\section*{Pulay stress at constant cutoff and at constant plane-wave number: fcc Cu}

\subsection*{Result}
Let $E$ be the energy per cell (the free energy if occupations are smeared), $\Omega$ the cell volume, $\sigma_{ab}=\Omega^{-1}\partial E/\partial\epsilon_{ab}$ the stress and $P=-\tfrac13\operatorname{tr}\sigma=-\partial E/\partial\Omega$ the pressure. The basis holds the plane waves $\mathbf q=\mathbf k+\mathbf G$ with $\hbar^2q^2/2m_e\le E_c$. Their mean number per $\mathbf k$ point is
\begin{equation}
N=\frac{\Omega k_c^3}{6\pi^2},\qquad k_c=\frac{\sqrt{2m_eE_c}}{\hbar},
\label{eq:N}
\end{equation}
which is $\Omega(2E_c)^{3/2}/6\pi^2$ in Hartree atomic units. The pressures at fixed $E_c$ and at fixed $N$ are related by
\begin{equation}
\Delta P\equiv P_{E_c}-P_N=-\frac{2}{3\Omega}\left(\frac{\partial E}{\partial\ln E_c}\right)_{\Omega}\ge 0 .
\label{eq:dP}
\end{equation}
The analytic stress gives $P_N$. Its deficit is a pure pressure in a cubic crystal, and relaxing with it shrinks the cell by $\Delta\Omega/\Omega\simeq-\Delta P/B$ to first order, with $B$ the bulk modulus.

\subsection*{Problem}
Consider fcc Cu with one atom per primitive cell, a PAW data set, a dense symmetric $\mathbf k$ mesh and $E_0=270$~eV as nominal cutoff. The data are:
\begin{itemize}
\item the converged-basis pressure $P_\infty$ vanishes at $a_0=3.61$~\AA\ (approximate input);
\item $C_{11}=168.3$~GPa and $C_{12}=121.2$~GPa (room temperature, compiled by Blaschke), which stand in for the stiffness of the calculated crystal;
\item $P_\infty=(B/B')\,[(\Omega_0/\Omega)^{B'}-1]$ (Murnaghan form) with the typical value $B'=5$;
\item an illustrative basis-set truncation energy, taken independent of volume at given cutoff,
\begin{equation}
E(\Omega,E_c)=E_\infty(\Omega)+\delta\,e^{-(E_c-E_0)/w},\qquad \delta=0.050~\text{eV},\quad w=30~\text{eV};
\label{eq:model}
\end{equation}
\item linear expansion coefficient $\alpha=16.5\times10^{-6}$~K$^{-1}$ (293~K, compiled in Kaye and Laby Online).
\end{itemize}
Find (a) $N$ at $a_0$; (b) the stress that the analytic expression returns at $a_0$; (c) the first-order volume shift; (d) the equilibrium reached by a relaxation restarted until the basis matches 270~eV at the final volume, and by a single run that keeps the initial basis; (e) the deficit at $1.3E_0$.

\subsection*{Why the formula holds}
\emph{Counting.} As $\mathbf k$ runs over the Brillouin zone and $\mathbf G$ over the reciprocal lattice, $\mathbf k+\mathbf G$ covers reciprocal space once. The zone average of the number of vectors inside the sphere is therefore exactly the sphere volume $4\pi k_c^3/3$ divided by the zone volume $(2\pi)^3/\Omega$, which is Eq.~\eqref{eq:N}. On a finite mesh $E(\Omega)$ at fixed $E_c$ has small steps where vectors cross the sphere, and $P_{E_c}$ means the slope of the smoothed curve.

\emph{The analytic stress.} A plane wave is labelled by its coordinates in the reciprocal basis vectors, and a homogeneous strain leaves the labels unchanged. The energy is stationary in the expansion coefficients under the orthonormality constraint, so the strain derivative is taken with coefficients and labels frozen. In PAW the strain dependence of the overlap operator adds a term weighted by the eigenvalues, again within the same labels. No wave enters or leaves, so the result is the derivative at fixed $N$.

\emph{Chain rule.} Under isotropic scaling a sphere of labels stays a sphere, so $E$ may be regarded as a function of $(\Omega,N)$. By Eq.~\eqref{eq:N}, $d\ln N=d\ln\Omega+\tfrac32\,d\ln E_c$, hence
\begin{equation}
\left(\frac{\partial E}{\partial\Omega}\right)_{E_c}=\left(\frac{\partial E}{\partial\Omega}\right)_{N}+\frac1\Omega\left(\frac{\partial E}{\partial\ln N}\right)_{\Omega},\qquad
\left(\frac{\partial E}{\partial\ln N}\right)_{\Omega}=\frac23\left(\frac{\partial E}{\partial\ln E_c}\right)_{\Omega}.
\end{equation}
Changing the sign gives Eq.~\eqref{eq:dP}. Bases at increasing $E_c$ are nested, so the variational energy cannot rise (real-space grids being converged), and $\Delta P\ge0$.

\emph{Tensor form.} A strain maps $\mathbf q\to(1-\epsilon)\mathbf q$, so the frozen basis ends at radius $k_c(1-n_a\epsilon_{ab}n_b)$ in direction $\mathbf n$. Restoring the sphere shifts the boundary by $n_a\epsilon_{ab}n_b$ in $\ln q$. Let $g(\mathbf n)\,d\omega$ be the energy change per unit shift of $\ln q$ in the solid angle $d\omega$, so that $\int g\,d\omega=\partial E/\partial\ln k_c=2\,\partial E/\partial\ln E_c$. Then
\begin{equation}
\sigma^{E_c}_{ab}-\sigma^{N}_{ab}=\frac1\Omega\int g(\mathbf n)\,n_an_b\,d\omega ,
\end{equation}
and $-\tfrac13$ of the trace reproduces Eq.~\eqref{eq:dP}. The spherical cutoff fixes the surface, but the weight $g$ carries the point symmetry of the crystal. A second-rank tensor invariant under a cubic group is proportional to $\delta_{ab}$, so for fcc Cu the deficit is exactly isotropic. In a uniaxial crystal a weight $g\propto1+\gamma P_2(\cos\theta)$ multiplies the $zz$ component by $1+2\gamma/5$ and the $xx$ and $yy$ components by $1-\gamma/5$, so isotropy there requires $|\gamma|\ll1$.

\subsection*{Solution}
\emph{(a)} The volume is $\Omega_0=a_0^3/4=11.76$~\AA$^3$. With $\hbar^2/2m_e=3.810$~eV\,\AA$^2$,
\begin{equation}
k_c=\sqrt{\frac{270~\text{eV}}{3.810~\text{eV\,\AA}^2}}=8.418~\text{\AA}^{-1},\qquad
N=\frac{11.76~\text{\AA}^3\,(8.418~\text{\AA}^{-1})^3}{6\pi^2}=118.5 .
\end{equation}

\emph{(b)} With $r=E_0/w=9$, Eq.~\eqref{eq:model} gives $\partial E/\partial\ln E_c=-r\delta=-0.450$~eV and $\partial E/\partial\ln N=-0.300$~eV, a gain of $2.53$~meV for each wave added at every $\mathbf k$ point. Using $1~\text{eV\,\AA}^{-3}=160.2$~GPa,
\begin{equation}
\Delta P_0=\frac{0.300~\text{eV}}{11.76~\text{\AA}^3}=0.02551~\text{eV\,\AA}^{-3}=4.09~\text{GPa}=40.9~\text{kbar}.
\end{equation}
The truncation term has no volume dependence at fixed $E_c$, so $P_{E_c}=P_\infty$ in this model, and it vanishes at $a_0$. The analytic result is $P_N=-40.9$~kbar, that is $\sigma_{xx}=\sigma_{yy}=\sigma_{zz}=+4.09$~GPa with no shear: the cell appears to be under tension. In a real calculation $P_{E_c}$ differs from $P_\infty$ by the volume derivative of the truncation energy. The assumption that this is small rests on the missing high-$q$ components arising near the nuclei, and it has to be tested at a higher cutoff.

\emph{(c)} For a cubic crystal $B=(C_{11}+2C_{12})/3=136.9$~GPa. Setting $P_N=P_\infty-\Delta P=0$ with $P_\infty\simeq-B\,\Delta\Omega/\Omega_0$,
\begin{equation}
\frac{\Delta\Omega}{\Omega_0}\simeq-\eta,\qquad \eta=\frac{\Delta P_0}{B}=\frac{4.09~\text{GPa}}{136.9~\text{GPa}}=0.0299 ,
\end{equation}
so $\Delta a/a_0=-\eta/3=-1.0\,\%$ and $\Delta a=-0.036$~\AA.

\emph{(d)} Put $y=\Omega/\Omega_0$. After restarts the cutoff at the final volume is $E_0$, the derivative in Eq.~\eqref{eq:dP} stays $-0.450$~eV, and $\Delta P=\Delta P_0/y$:
\begin{equation}
\frac{B}{B'}\left(y^{-B'}-1\right)=\frac{\Delta P_0}{y}.
\end{equation}
Expanding, $1-y=\eta\,[1-(B'-1)\eta/2+\dots]$, a reduction of $6\,\%$ of the shift, and the root is $y=0.9718$. Changing $B'$ by one unit changes the shift by the fraction $\eta/2=1.5\,\%$. Restarting therefore does not remove the contraction.

In a single run $N$ is frozen, so the effective cutoff is $E_c=E_0y^{-2/3}$ and
\begin{equation}
\Delta P(y)=\Delta P_0\,y^{-5/3}\exp\!\left[-r\left(y^{-2/3}-1\right)\right].
\end{equation}
The basis improves on compression, which stiffens the fixed-$N$ curve. With $B_N=-dP_N/d\ln y$ at $y=1$,
\begin{equation}
B_N-B=\Delta P_0\,\frac{2r-5}{3}=17.7~\text{GPa},
\end{equation}
or $13\,\%$ of $B$. Solving $P_\infty(y)=\Delta P(y)$ gives $y=0.9752$, where the effective cutoff is $274.6$~eV.

\begin{center}
\begin{tabular}{lccc}
\hline
 & $\Delta\Omega/\Omega_0$ (\%) & $\Delta a/a_0$ (\%) & $a$ (\AA)\\
\hline
first order, $-\Delta P_0/B$ & $-3.0$ & $-1.0$ & 3.574\\
restarted, $E_c=270$~eV & $-2.8$ & $-0.95$ & 3.576\\
single run, fixed $N$ & $-2.5$ & $-0.83$ & 3.580\\
\hline
\end{tabular}
\end{center}
The first-order estimate exceeds the single-run shift by about a fifth, so it supports little more than one figure. All shifts scale roughly as $1/B$, and a functional with a stiffer lattice gives less contraction. For scale, the restarted shift divided by $\alpha$ corresponds to about $6\times10^2$~K of thermal expansion at the constant 293~K rate.

\emph{(e)} At $E_c=1.3E_0=351$~eV and $\Omega_0$,
\begin{equation}
\Delta P=\Delta P_0\,\frac{E_c}{E_0}\,e^{-(E_c-E_0)/w}=40.9~\text{kbar}\times1.3\times e^{-2.7}=3.6~\text{kbar}.
\end{equation}
This extrapolates the exponential of Eq.~\eqref{eq:model}, whereas the convergence of a real PAW data set may show plateaus and slower tails.

The contraction is avoided by fitting $E(\Omega)$ at fixed $E_c$ on a dense mesh, by adding $\Delta P$ from Eq.~\eqref{eq:dP} to the analytic pressure, with the derivative taken from runs at neighbouring cutoffs at the same volume, or by raising the cutoff. The deficit of about 41~kbar and the volume contraction of 2.5 to 2.8\,\% are the model's numbers: $\delta$ and $w$ were chosen to give a deficit of some tens of kilobar, the size typical of Cu at such a cutoff, and the value for a given data set follows only from its own $E(E_c)$.